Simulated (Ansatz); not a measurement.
A substitution series on In: CH3 to F

On one In centre, n of the CH3 ligands are replaced by F. The HOMO–LUMO gap y in eV at wB97M-V/def2-TZVPP. Shapes: PBE0-D4/def2-TZVP. Programs: Ansatz 0.2.0.

| molecule | n | y (eV) |
| --- | --- | --- |
| In(CH3)3 | 0 | 9.66 |
| In(CH3)2F | 1 | ? |
| In(CH3)F2 | 2 | 11.61 |
| InF3 | 3 | 12.26 |

Question: Fit y = c + s·n to the known rows and predict In(CH3)2F.

Answer: 
1. Means of the 3 rows: n = 1.66667, y = 11.177.
2. Σ(Δn)² = 4.6667, Σ(Δn·Δy) = 4.1167, so the slope is 4.1167/4.6667 = 0.88214.
3. Intercept: 11.177 − (0.88214) × 1.66667 = 9.707. The largest residual of the fit is 0.14.
4. In(CH3)2F: 9.707 + (0.88214) × 1 = 10.59 eV.

The run gave 10.26 eV, so the prediction is off by +0.33 eV, more than the largest residual. The steps per swap are uneven (+0.60, +1.35, +0.65), so a line is a poor model. Other levels give for In(CH3)2F: SPW92/def2-TZVPP 4.72; r2SCAN0-D4/def2-TZVPP 7.08 eV. Orbital gaps aren't excitation energies, and the LUMO depends on the basis. At 3 other levels on record the series doesn't rise at every step. For atoms past krypton def2 sets carry core potentials with scalar relativity.

Replacing methyl by fluoride widens the gap at every step at wB97M-V, from 9.66 to 12.26 eV, but the second swap contributes about as much as the other two together. The likely reason is a change in the occupied frontier orbital. In trimethylindium this is an In–C σ bonding pair built on the in-plane In 5p orbitals. After one swap, two In–C bonds remain, and their out-of-phase combination still can't mix with In 5s by symmetry, so the HOMO probably stays fairly high. With a single In–C bond left, 5s mixing is allowed and should stabilise it, on top of the pull of the electronegative fluorides. In InF3 the HOMO must be of another kind, mainly fluorine 2p lone pairs. A constant increment per ligand therefore has little physical basis here, and the line's overestimate for In(CH3)2F fits this picture. The gaps alone can't show how much of the widening comes from a lower HOMO and how much from a shifted LUMO, where fluorine's σ withdrawal and π donation act in opposite directions.
